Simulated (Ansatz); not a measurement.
## A series in smearing width on Ni

All results are calculated (Ansatz 0.2.0). Plane-wave density functional theory, scalar-relativistic PAW datasets made under PBE, Gamma-centred meshes; one setting moves on a fixed relaxed cell, energies count from the zero-width extrapolation of the reference run, pressure is Pulay-corrected at fixed cutoff and positive in compression.

Structure of every row (space group Fm-3m, No. 225):
```
cell vectors (Å)
   0.0000     1.7381     1.7381
   1.7381     0.0000     1.7381
   1.7381     1.7381     0.0000
atoms (fractions of the cell vectors)
Ni  0.00000  0.00000  0.00000
```

Settings of every row: spin polarised yes; functional r2SCAN; wave cutoff 500 eV; k mesh 15x15x15; smearing method fermi_dirac; reference k mesh 15x15x15; reference smearing width 0.05 eV; reference wave cutoff 500 eV; reference smearing method fermi_dirac; swept setting smearing; valence electrons per atom 18.

Atom:
```
element  starting moment (Bohr magneton)
     Ni                             0.81
```

Limits: search for a lower magnetic state is off; settings are moved on purpose, so some rows are far from converged; with one magnetic atom in the cell only parallel moments are possible.

```
row  smearing width (eV)  free energy error per atom (meV)  largest site moment (Bohr magneton)  zero smearing energy error per atom (meV)  pressure (GPa)
  1                 0.01                                 ?                                    ?                                          ?               ?
  2                 0.03                             -1.74                                 0.78                                      -0.07           -0.03
  3                  0.1                            -19.37                                 0.78                                       0.46            0.28
  4                  0.2                             -78.7                                 0.76                                       0.45            1.07
  5                  0.3                           -179.35                                 0.67                                       5.14            2.09
```

Question: what free energy error per atom should row 1 give?

Worked fit of free energy error per atom. Smearing changes a smooth quantity, to lowest order, with the square of the width, so take w² in eV². The shown rows have w² = 0.0009, 0.01, 0.04, 0.09. Their means are 0.035225 and -69.79 meV; the sums about the means are S_tt = 0.004838 and S_ty = -9.651, whose ratio is the slope. Least squares give free energy error per atom = 0.486 − 1995.07 × w² meV. The rows lie off it by -0.43, 0.09, 0.62, -0.28 (root mean square 0.4 meV). The constant, 0.486 meV, estimates the value at zero width. The withheld row has w² = 0.0001, so the fit gives 0.486 − 1995.07 × (0.0001) = 0.29 meV.

The calculation gave -0.18 meV. The fit lies 0.47 meV (260 % of the value, 0.26 % of the column's range) above it; its largest miss of a shown row is 0.62 meV. This row lies beyond the range of the fit.

The other values of row 1: largest site moment 0.79 Bohr magneton; zero smearing energy error per atom 0.05 meV; pressure 0.05 GPa.
